# How far one deformation potential carries the gap of HfO₂

The last row looks wrong. At 14.132 Å³ per atom the gap of rutile-type HfO₂ is 4.198 eV, while an extrapolation from cells close to the unstrained one gives 4.165 eV. The material has not changed its electronic character in this row: it is the same closed-shell insulator as in all the others, with its gap still direct at Γ. What fails is the assumption that the gap responds to volume at one constant rate.

Rutile-type HfO₂ (P4₂/mnm, 6 atoms per cell) computed with Ansatz 0.2.0 using r2SCAN with spin-orbit coupling, PAW potentials, a 500 eV plane-wave cutoff and a 6×6×8 k mesh. The cell edges are strained equally, from −4 % to +4 %, with the ions relaxed at r2SCAN in each strained cell. Gaps are the least found over the mesh and the named k points.

| volume (Å³/atom) | c/a | shortest distance (Å) | band gap (eV) | least direct gap (eV) |
| --- | --- | --- | --- | --- |
| 11.115 | 0.6655 | 1.991 | 4.909 | 4.909 |
| 11.466 | 0.6655 | 2.014 | 4.806 | 4.806 |
| 11.824 | 0.6655 | 2.038 | 4.707 | 4.707 |
| 12.190 | 0.6655 | 2.063 | 4.612 | 4.612 |
| 12.563 | 0.6655 | 2.087 | 4.518 | 4.518 |
| 12.944 | 0.6655 | 2.109 | 4.432 | 4.432 |
| 13.332 | 0.6655 | 2.126 | 4.349 | 4.349 |
| 13.728 | 0.6655 | 2.143 | 4.271 | 4.271 |
| 14.132 | 0.6655 | 2.159 | 4.198 | 4.198 |

## The shortcut and its miss

The usual shortcut is the volume deformation potential $a$, the change of the gap $E_g$ per unit change of $\ln V$, where $V$ is the volume per atom. The unstrained cell is the row at 12.563 Å³, which has the lowest energy and almost no pressure. One takes $a$ from small strains around it and treats it as a constant of the material. The gap then follows a straight line in $x=\ln(V/V_0)$, with $V_0$ = 12.563 Å³.

The two neighbours of the unstrained cell, whose edges are about 1 % shorter and longer, fix the slope:

$$a=\frac{4.432-4.612}{\ln(12.944/12.190)}=\frac{-0.180}{0.0600}=-3.00\ \text{eV}.$$

For the last row $x=\ln(14.132/12.563)=0.1177$, so the line predicts $4.518-3.00\times0.1177=4.165$ eV. This row had no part in fixing the line, so the comparison is a real extrapolation. The prediction is 33 meV too low.

That is a small error beside the total fall of the gap, 0.711 eV from the first row to the last. It is larger for anyone who needs the rate itself. Between the last two rows the gap falls at only 2.52 eV per unit of $\ln V$, which is 16 % less than the central value. Between the first two rows it falls at 3.31 eV, about 10 % more.

## How to recognise it

The telling sign is at the other end. In the most compressed cell the same line is also too low, by 24 meV. A slope that was merely a little wrong would err upwards on one side and downwards on the other. Equal signs at both ends mean that the true curve bends upwards, away from its tangent.

A straight line through all nine rows hides this well. Its correlation with the gap is −0.999, and its typical miss by least squares is 10 meV. Yet its misses have an order: the line is too low in the two outermost rows on each side and too high in the five rows between. Scatter would not sort itself in this way, so the signs of the misses deserve a look even when the correlation seems excellent.

The bend should not be read from one step to the next. Neighbouring rows differ by only about 0.03 in $\ln V$, so a shift of 1 meV in one gap changes the slope of a step by about 0.03 eV. The local slope hardly changes on the way into the unstrained cell and then drops abruptly on the way out. A shift of that one gap by some 2 meV would smooth this away. Incomplete relaxation may play a part, since the forces left on the oxygens in the unstrained cell are more than twice those in the two neighbouring cells. Whether such small forces can account for the whole shift is not shown.

## Why the rate cannot stay constant

The gap of HfO₂ separates filled states that are mainly oxygen 2p from empty states that are mainly hafnium 5d. This assignment is standard chemistry; no orbital weights are available here to confirm it. Two interactions between the ions hold these states apart, and both weaken as the ions move away from each other. They mark two useful limits.

In the first limit the crystal consists of point charges. Positive hafnium neighbours lower the energy of an electron on oxygen, and negative oxygen neighbours raise it on hafnium. Both effects open the gap, and both scale as $1/L$ when every length $L$ of the crystal grows in proportion. This is a slow decay, so the gap should fall on expansion along a nearly straight line.

In the second limit the orbitals matter. A filled p level and an empty d level that overlap repel each other, and the shift is roughly the square of their coupling divided by their separation. In the usual tight-binding estimate a p–d coupling falls as $L^{-3.5}$, so its square falls as $L^{-7}$. This contribution fades quickly on expansion and grows quickly on compression, which gives a strongly bent curve.

Both limits fit into one formula. Suppose that the part of the gap that depends on volume scales as $L^{-n}$, which is $V^{-n/3}$. Expanding for small $x$ gives

$$E_g\approx E_0+a\,x+c\,x^2,\qquad c=-\frac{n\,a}{6},$$

where $E_0$ is the gap of the unstrained cell. A falling gap has negative $a$ and therefore positive $c$: it must flatten as the crystal expands. With $a$ near −3 eV, point charges alone give $c$ = 0.5 eV and orbital repulsion alone gives 3.5 eV. A constant deformation potential amounts to $c$ = 0, which a power law of distance never gives.

## What the rows say about the two limits

The computed bend lies between the limits. I fixed each pure law by the same three central rows as the straight line and extrapolated it outwards. The $1/L$ law is still too low at both ends, by 16 and 26 meV. The $L^{-7}$ law is too high at both ends, by 34 and 12 meV.

Neither law alone is therefore a good replacement for the straight line. Over the six outer rows their typical misses are 15 and 17 meV, against 20 meV for the constant potential. The value of the comparison is that the two err in opposite directions, as they would if both interactions were at work.

That reading is plausible but not proved. Compression also broadens the bands, which tends to close the gap and alters the bend in its own way. Both laws assume that all lengths grow in proportion, whereas the oxygen positions were relaxed in each strained cell and the bonds did not scale exactly with the edges. Part of the bend may therefore come from the oxygens sliding within the cell. Moreover, symmetry decides which orbitals may mix at Γ, and without orbital weights the share of p–d repulsion in the band edges stays open. The numbers establish the curvature; the division into mechanisms is an argument from theory.

## What to do about it

The cheapest cure is to keep the quadratic term, which needs only one strained cell at each end of the range of interest. From the first row to the unstrained cell the mean slope is −3.193 eV, and from there to the last row it is −2.719 eV. The end rows lie 0.2401 apart in $\ln V$, so a parabola through these three rows has

$$c=\frac{3.193-2.719}{0.2401}=1.97\ \text{eV},\qquad a=-2.719-1.97\times0.1177=-2.95\ \text{eV}.$$

The other six rows can test it. At 11.466 Å³, where $x=-0.0914$, the parabola gives $4.518+2.95\times0.0914+1.97\times0.0914^2=4.804$ eV, and the table has 4.806 eV. The same arithmetic meets the remaining five rows to about 3 meV or better. These rows lie between the points used, so this is a test of interpolation, and the parabola should not be trusted far beyond the end rows.

The parabola also accounts for the row that looked wrong. At the last volume its quadratic term is $1.97\times0.1177^2$, or about 27 meV, which is most of the 33 meV that the straight line missed. The rest comes from the slightly steeper slope taken from the two neighbours. In terms of the formula above, the bend corresponds to an exponent $n=6\times1.97/2.95\approx4$. This number summarises the curvature and names no interaction.

If only the constant is at hand, its range can be stated. For edges changed by up to 2 % in either direction it reproduces the gap to better than 10 meV. At 3 % the miss is 14 to 19 meV, always towards too small a gap.

## A repair that makes matters worse

Since the interactions depend on distance, it is tempting to replace volume by the shortest distance in the table. The gap then seems to become more sensitive on expansion. It changes by −4.1 eV per Å from the first row to the unstrained cell, but by −4.7 eV per Å from 12.944 Å³ to the last row. Against $\ln V$ the response weakens, so the two coordinates tell opposite stories.

The fault lies in the coordinate. In the rutile structure each hafnium has six oxygen neighbours in two sets, one of two bonds and one of four. When the oxygens slide within a fixed cell, one set lengthens and the other shortens. The shortest bond is therefore longest when all six are equal, at $\sqrt2\,\ell\,[1/4+(c/a)^2/8]$, where $\ell$ is the longer cell edge and $c/a$ is the ratio of the edges in the table.

Measured against this equal-bond length, the shortest distance starts at 0.993, climbs to 0.999 at 12.944 Å³ and falls back to 0.994 in the last row. Such a rise almost to one, followed by a fall, is what appears when one set of bonds takes over from the other as the shortest. It would also appear if the oxygens slid towards equal bonds and then back, but the runs speak against this. At fixed $c/a$ the electrostatic energy of the ion cores, multiplied by the cell edge, depends only on where the oxygens sit within the cell. This product changes in one direction through all nine rows, so the oxygens do not turn back. Up to the unstrained cell the shortest distance grows by about 0.024 Å per row; beyond 12.944 Å³ it grows by only about 0.017 Å. Dividing the change of the gap by this smaller growth makes the sensitivity seem to jump.

The oxygen positions themselves are not listed, but the same product suggests which set is shorter on which side. For slides this small it should change nearly in proportion to the slide, and by geometry a given slide alters the two bonds about one and a half times as much as the four. Measured against the equal-bond length, the shortest distance changes more per unit of the product on the compressed side. The two bonds are therefore probably the shorter ones there, and the four are shorter in the most expanded cells. The practical lesson does not depend on it. Volume, or an average over all six bonds, is a safer coordinate than a minimum that can pass from one bond to another.

## Before the number is used elsewhere

The cells have the rutile structure, whereas HfO₂ is monoclinic under ordinary conditions, so neither the slope nor the bend should be carried over to the usual material. They were strained equally in all directions with $c/a$ held fixed, and the resulting stress is not equal in all directions. In the first row it is 34 GPa along the two equal edges and 41 GPa along the third. The slope is thus a response to volume at fixed shape, and turning it into a pressure coefficient would require cells whose shape is free to relax.

The gaps themselves carry the error of the functional. r2SCAN is known to give too small a gap for oxides of this kind, and the table has no higher level or measured value to show by how much. The bend described here is a failure of the straight line to follow r2SCAN's own results, and a better functional could change both the slope and the bend.
